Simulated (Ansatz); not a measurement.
## Abstraction of Cl: SiH3Cl + C4H9O → SiH3 + C4H9ClO

Species: SiH3Cl (chlorosilane) `[SiH3]Cl`, singlet; C4H9O `[CH2]COCC`, doublet; SiH3 `[SiH3]`, doublet; C4H9ClO (2-chloroethyl ethyl ether) `CCOCCCl`, singlet. A radical takes Cl: the energy is the difference in strength between the Si–Cl bond broken and the C–Cl bond made.

Shapes, held fixed at every level: PBE0-D4/def2-TZVP. Flexible molecules stand in one conformer, not always the lowest. Programs: Ansatz 0.2.0. Electronic energies: no zero-point or thermal term.

```
               level                    kind  ΔE (kJ/mol)  less CCSD(T)/CBS estimate
      MP2/def2-TZVPP     perturbation theory        +82.6                       -7.5
       HF/def2-TZVPP            Hartree–Fock       +116.0                      +25.9
   PBE-D4/def2-TZVPP                     GGA        +79.0                      -11.1
 B3LYP-D4/def2-TZVPP           global hybrid        +93.1                       +3.0
  wB97X-V/def2-TZVPP  range-separated hybrid        +92.5                       +2.4
  CCSD(T)/def2-TZVPP   coupled cluster or CI        +85.9                       -4.2
     CCSD/def2-TZVPP   coupled cluster or CI        +90.6                       +0.5
CCSD(T)/CBS estimate   coupled cluster or CI        +90.1                        0.0
```

The highest level, CCSD(T)/CBS estimate, gives ΔE = +90.1 kJ/mol; the levels span +79.0 to +116.0. The column of differences is taken from that level and isn't an error. No measured value is set beside it here. Open shells run unrestricted. The CBS estimate extrapolates MP2 from def2-TZVPP and def2-QZVPP and adds CCSD(T) − MP2 in the triple-zeta set, cores frozen.

Chlorine transfer from silicon to carbon is strongly uphill at every level, so the Si–Cl bond broken is clearly stronger than the C–Cl bond made. The main reason is the electropositive character of silicon: its bond to chlorine is more polar and gains more ionic stabilisation than the C–Cl bond, with some further help from chlorine lone-pair donation into σ* orbitals on the silyl group. Read backwards, the result fits the familiar use of silyl radicals to abstract halogen from alkyl halides.

Hartree–Fock exaggerates the preference for Si–Cl, probably because it misses more correlation energy in the compact, more covalent C–Cl bond. The near-coincidence of CCSD with the reference is a cancellation: triples lower the energy from +90.6 to +85.9 kJ/mol in the same basis, and extrapolation brings it back to +90.1. It is therefore no evidence that triples are unimportant. The endothermicity sets a minimum for the forward barrier on the electronic energy surface, but doesn't show how fast the reverse abstraction would be.
